\section{Adhesion of rough elastic solids: the Fuller--Tabor parameter}

Two polished plates adhere only if the work of adhesion can pay for the elastic deformation of their roughness. Fuller and Tabor (1975) made this quantitative by placing the adhesive contact law of Johnson, Kendall and Roberts (JKR, 1971) on every summit of the statistical surface of Greenwood and Williamson (1966). One dimensionless group then fixes the pull-off force.

\subsection{Premises and conventions}

\begin{enumerate}
\item The gap between two rough surfaces depends only on the sum of their height profiles, so the pair is replaced by one composite rough surface facing a smooth plane. The solids are isotropic, linear elastic and frictionless, with contact modulus $1/E^*=(1-\nu_1^2)/E_1+(1-\nu_2^2)/E_2$.
\item The composite surface carries $N$ paraboloidal summits of one radius $R$. Their heights $z$, counted from the mean summit height, are Gaussian with standard deviation $s$.
\item Summits deform independently of one another.
\item Adhesion has zero range: it costs the work $w$ per unit area to open a contact ($w=2\gamma$ for like solids of surface energy $\gamma$), and no force acts across a gap.
\item The surfaces are being separated after a preload that brought every relevant summit into contact.
\end{enumerate}
The plane lies at height $d$, so a summit has the approach $\delta=z-d$, negative when it is stretched. Compressive forces are positive.

\subsection{One summit}

Inside a contact circle of radius $a$ the two solids must together be displaced by $u(r)=\delta-r^2/2R$. A point force $P$ displaces the pair by $P/(\pi E^*\rho)$ at distance $\rho$ (Boussinesq). Integrating this kernel over the pressure
\begin{equation}
p(r)=p_1\sqrt{1-r^2/a^2}+\frac{p_2}{\sqrt{1-r^2/a^2}}
\end{equation}
gives the standard Hertz and flat-punch displacements,
\begin{equation}
u(r)=\frac{\pi p_1}{4E^*a}\,(2a^2-r^2)+\frac{\pi a p_2}{E^*},\qquad r\le a .
\end{equation}
Matching the $r^2$ term and the constant term to $\delta-r^2/2R$ yields
\begin{equation}
p_1=\frac{2E^*a}{\pi R},\qquad p_2=\frac{E^*}{\pi a}\Big(\delta-\frac{a^2}{R}\Big).
\end{equation}
The load is $\int p\,dA$ and, by linearity, the stored energy is $\tfrac12\int p\,u\,dA$:
\begin{align}
P&=\tfrac23\pi a^2p_1+2\pi a^2p_2=2E^*a\delta-\frac{2E^*a^3}{3R},\\
U&=E^*\Big(a\delta^2-\frac{2a^3\delta}{3R}+\frac{a^5}{5R^2}\Big).
\end{align}
A single summit is far more compliant than the plates that carry it, so its approach $\delta$ is imposed, and $a$ makes $U-\pi a^2w$ a minimum at fixed $\delta$. The first derivative gives
\begin{equation}
E^*\Big(\delta-\frac{a^2}{R}\Big)^2=2\pi a w ,
\end{equation}
and the second derivative gives the stability condition
\begin{equation}
-\frac{4E^*a}{R}\Big(\delta-\frac{a^2}{R}\Big)-2\pi w>0 .
\end{equation}
Only the negative root can satisfy the inequality; it has $p_2<0$, a tensile rim. With it,
\begin{equation}
\delta=\frac{a^2}{R}-\sqrt{\frac{2\pi wa}{E^*}},\qquad
P=\frac{4E^*a^3}{3R}-\sqrt{8\pi wE^*a^3},
\label{eq:jkr}
\end{equation}
and the inequality becomes $(4E^*a/R)\sqrt{2\pi wa/E^*}>2\pi w$. Squaring gives $a>a_c$ with
\begin{equation}
a_c^3=\frac{\pi wR^2}{8E^*}.
\end{equation}
At $a_c$ the square root in $\delta$ equals $4a_c^2/R$, so the contact snaps at $\delta=-\delta_c$, where
\begin{equation}
\delta_c=\frac{3a_c^2}{R}=\frac34\Big(\frac{\pi^2w^2R}{E^{*2}}\Big)^{1/3}.
\end{equation}
Set $a=a_ct^2$ and $P_c=\tfrac32\pi wR$. Since $4E^*a_c^3/3R=P_c/9$ and $\sqrt{8\pi wE^*a_c^3}=\pi wR=2P_c/3$, Eq.~\eqref{eq:jkr} takes a form free of parameters:
\begin{equation}
\Delta\equiv\frac{\delta}{\delta_c}=\frac{t^4-4t}{3},\qquad
g\equiv\frac{P}{P_c}=\frac{t^3(t^3-6)}{9},\qquad t\ge1 .
\label{eq:univ}
\end{equation}
Because $d\Delta/dt=\tfrac43(t^3-1)>0$ on the stable branch, $g$ is a single-valued function of $\Delta\ge-1$. It starts at $g=-5/9$, reaches its minimum $-1$ at $t^3=3$, where $dg/dt=\tfrac23t^2(t^3-3)$ vanishes and $\Delta=-0.48$, and changes sign once, at $t^3=6$ or $\Delta_0=1.21$. For large $\Delta$ it tends to the Hertz law $g\to\Delta^{3/2}/\sqrt3$. The largest tension $P_c$ and the largest stretch $\delta_c$ thus belong to different points of the curve.

\subsection{Sum over the summits}

By premise 5 every summit with $\delta>-\delta_c$ is attached, and by premise 4 the others carry nothing. With $\phi(x)=e^{-x^2/2}/\sqrt{2\pi}$, premises 2 and 3 give the total force
\begin{equation}
F(d)=N\int_{d-\delta_c}^{\infty}P(z-d)\,\phi\Big(\frac zs\Big)\frac{dz}{s}.
\end{equation}
Substitute $z=d+\delta_c\Delta$ and define $h=d/s$ and $\alpha=s/\delta_c$. Then $z/s=h+\Delta/\alpha$, $dz/s=d\Delta/\alpha$, and
\begin{equation}
f(h,\alpha)\equiv\frac{F}{NP_c}=\frac1\alpha\int_{-1}^{\infty}g(\Delta)\,\phi\Big(h+\frac\Delta\alpha\Big)d\Delta
=\frac{4}{27\alpha}\int_1^\infty t^3(t^3-6)(t^3-1)\,\phi\Big(h+\frac{t^4-4t}{3\alpha}\Big)dt .
\label{eq:f}
\end{equation}
The second form removes the square-root behaviour of $g$ at $\Delta=-1$ and suits quadrature. When the plates are pulled with a rising load, equilibrium ends at the largest tension the interface can carry, so the pull-off force per summit in units of $P_c$ is
\begin{equation}
\Pi(\alpha)=-\min_h f(h,\alpha).
\end{equation}
The minimisation eliminates $h$, and $g$ contains no parameter, so $E^*$, $w$, $R$ and $s$ enter $\Pi$ only through $\alpha$. The normalisation counts all $N$ summits, attached or not. Raising $s/\delta_c$ to the power $3/2$ gives $(4/3)^{3/2}E^*s^{3/2}/(\pi wR^{1/2})$, hence
\begin{equation}
\boxed{\;\alpha=\frac{s}{\delta_c}=\frac{4}{3\pi^{2/3}}\,\theta^{2/3}=0.622\,\theta^{2/3},\qquad
\theta=\frac{E^*s^{3/2}R^{1/2}}{Rw}\;}
\end{equation}
The adhesion parameter $\theta$ is, up to numerical factors, the Hertz force needed to flatten a summit by $s$, $\tfrac43E^*R^{1/2}s^{3/2}$, divided by the tension $P_c$ that a summit can hold. High summits push the plates apart while lower ones pull them together.

\subsection{The function $\Pi(\alpha)$}

\emph{Small $\alpha$.} The Gaussian in Eq.~\eqref{eq:f} has width $\alpha$ in $\Delta$ and is centred at $-h\alpha$. If it lies well inside $\Delta>-1$, a Taylor expansion of $g$ gives $f=g+\tfrac12\alpha^2g''+O(\alpha^4)$, primes denoting derivatives with respect to $\Delta$. Dividing derivatives in $t$ by $d\Delta/dt$ twice, with $m=t^3-1$,
\begin{equation}
g''=\tfrac34\,t\,\big(m^{-1}+m^{-2}+3m^{-3}\big),
\end{equation}
which equals $\tfrac{27}{32}3^{1/3}$ at the minimum of $g$. The shift of the minimum matters only at order $\alpha^4$, so $\Pi\simeq1-0.61\,\alpha^2$.

\emph{Large $\alpha$.} Expanding the square in the exponent, with $\kappa=h/\alpha$,
\begin{equation}
f=\frac{\phi(h)}{\alpha}\int_{-1}^\infty g\,e^{-\kappa\Delta}\,e^{-\Delta^2/2\alpha^2}d\Delta .
\end{equation}
For $\alpha\gg1$ the last factor tends to unity: the summits see a locally exponential tail of decay length $\delta_c/\kappa$, and the sign of $f$ is that of $I(\kappa)=\int_{-1}^\infty g\,e^{-\kappa\Delta}d\Delta$. The derivative of $e^{\kappa\Delta_0}I$ with respect to $\kappa$ has the integrand $-g\,(\Delta-\Delta_0)e^{-\kappa(\Delta-\Delta_0)}\le0$, since $g$ and $\Delta-\Delta_0$ share their sign. The product is positive for small $\kappa$, where the Hertz part dominates, and negative for large $\kappa$, so $I$ has exactly one root; quadrature gives $\kappa^*=0.62$. Tension therefore appears only for $h\gtrsim\kappa^*\alpha$. Beyond the root $|I|$ grows linearly in $\kappa-\kappa^*$ while $\phi(h)$ falls as $\exp[-\alpha^2\kappa^*(\kappa-\kappa^*)]$, so the optimum lies within $O(\alpha^{-2})$ of $\kappa^*$, where $I=O(\alpha^{-2})$. The discarded factor changes the integral at the same order and affects only the constant:
\begin{equation}
\ln\Pi=-\tfrac12\kappa^{*2}\alpha^2-3\ln\alpha+O(1),\qquad \tfrac12\kappa^{*2}=0.19 .
\end{equation}
For Gaussian heights the pull-off force never vanishes exactly; it decays faster than any exponential in $\alpha$.

\emph{Intermediate $\alpha$.} Quadrature of Eq.~\eqref{eq:f} and minimisation over $h$ give, with $\theta=\pi(3\alpha/4)^{3/2}$,
\begin{center}
\begin{tabular}{lccccc}
\hline
$\alpha=s/\delta_c$ & 0.5 & 1 & 2 & 3 & 4\\
$\theta$ & 0.72 & 2.0 & 5.8 & 10.6 & 16.3\\
$\Pi$ & 0.81 & 0.50 & 0.14 & 0.030 & 0.0046\\
\hline
\end{tabular}
\end{center}
Half of the adhesion survives at $s=\delta_c$. The collapse runs from there to $s\approx3\delta_c$, or $\theta\approx10$, where a few per cent remain.

\subsection{Range of validity}

\emph{Range of the forces.} Premise 4 needs $\delta_c$ to exceed the range $z_0$ of the surface forces, that is a Tabor parameter
\begin{equation}
\mu=\Big(\frac{Rw^2}{E^{*2}z_0^3}\Big)^{1/3}=0.622\,\frac{\delta_c}{z_0}
\end{equation}
well above unity. The size of a violation can be judged from the opposite limit, of Derjaguin--Muller--Toporov type. There a touching summit carries the Hertz load minus $2\pi wR=\tfrac43P_c$, and a summit at gap $u$ attracts with $2\pi wR\,e^{-u/z_0}$ if the interaction energy per area is assumed to be $-we^{-u/z_0}$. With $b=\delta_c/z_0$ and $\kappa<b$, the condition of zero force on an exponential tail becomes
\begin{equation}
\frac{\Gamma(5/2)}{\sqrt3}\,\kappa^{-5/2}=\frac43\Big(\frac1\kappa+\frac1{b-\kappa}\Big).
\label{eq:dmt}
\end{equation}
A root smaller than $\kappa^*$ means that adhesion persists to rougher surfaces.

\emph{Independence.} A neighbour at distance $L$ carrying $P_c$ shifts a summit by $P_c/(\pi E^*L)$, which must be small against $\delta_c$, and the contact fraction must be small. Under a heavy preload at small $\alpha$ the contacts merge, the valleys may close, and the summit picture then fails altogether.

\emph{History.} If the preload reached only $d_{\min}$, the lower limit in $z$ is $\max(d-\delta_c,d_{\min})$, and $\Pi$ depends on $d_{\min}/s$ as well. On first approach summits attach at $\delta=0$, and the stretched ones are absent.

\emph{Geometry and material.} The half-space solution needs $a\ll R$ and pressures below yield. Real surfaces are rough on many scales, so $R$ and $s$ depend on the bandwidth of the profile; one radius is an idealisation. Uniform separation is assumed, whereas plates usually part by a crack running in from an edge.

\subsection{Illustration: optical contacting of fused silica}

Take the typical elastic constants $E\approx72$~GPa and $\nu\approx0.17$, and $w\approx0.1$~J\,m$^{-2}$, of the order typical for clean hydrophilic silica at room temperature. Assume $R=0.5~\mu$m, a summit density $\eta=100~\mu\mathrm{m}^{-2}$ ($L=100$~nm) and $z_0\approx0.3$~nm. Then
\begin{equation}
E^*=\frac{E}{2(1-\nu^2)}=37.1~\mathrm{GPa},\quad a_c=6.4~\mathrm{nm},\quad \delta_c=0.247~\mathrm{nm},\quad P_c=0.24~\mu\mathrm{N}.
\end{equation}
The same numbers describe oxide-to-oxide direct wafer bonding after chemical-mechanical polishing, provided the SiO$_2$ films are much thicker than the contact radius and have the constants of fused silica, for then the silicon beneath hardly shares the local strain.

At maximum tension a contact has $a=3^{2/3}a_c=13$~nm, so $a/R=0.027$ and $p_1=0.63$~GPa, far below a typical hardness of about 8~GPa. With all summits in that state the contact fraction $\eta\pi a^2$ is $0.056$, and the neighbour shift is $0.020$~nm, or $0.08\,\delta_c$. These premises hold reasonably well.

Premise 4 does not: $b=0.82$ and $\mu=0.51$. Equation~\eqref{eq:dmt} then has the root $0.43$ against $\kappa^*=0.62$, which indicates a tolerable roughness larger by a factor of up to about $1.5$. The flanks and valleys attract as well. At $\alpha=3$ pull-off occurs at $h=1.56$; if the mean surface lies about $s$ below the mean summit height, the mean gap is $D=(h+1)s=1.9$~nm. A typical Hamaker constant $A\approx6.5\times10^{-20}$~J gives the van der Waals traction $A/6\pi D^3=0.5$~MPa across that gap, as large as the model's pull-off stress $\eta\Pi P_c=0.7$~MPa. Adsorbed water that bridges the gap acts in the same direction. From about $\alpha=3$ onwards the values of $\Pi$ therefore understate the adhesion of this system by a factor of order two or more, and they serve only to locate the collapse.

For two uncorrelated like surfaces of rms roughness $s_1$ the variances add. Identifying the spread of summit heights with the composite roughness, which overstates the spread somewhat, gives $s=\sqrt2\,s_1$ and $s_1=\alpha\delta_c/\sqrt2$. In the model, $\Pi=0.50$ at $s_1=0.17$~nm; $\Pi=0.14$ at $s_1=0.35$~nm, a mean tension of $34$~nN per summit; and $\Pi=0.030$ at $s_1=0.52$~nm. Spontaneous contacting of silica and of oxidised wafers typically requires an rms roughness below roughly $0.5$~nm. The radius $R$ was chosen so that the model's collapse falls there, and that figure is no test of the theory. What the model supplies is the scaling: at fixed $\Pi$ the tolerable roughness varies as $w^{2/3}R^{1/3}E^{*-2/3}$, so doubling $w$ raises it by the factor $1.59$ and doubling $R$ by $1.26$.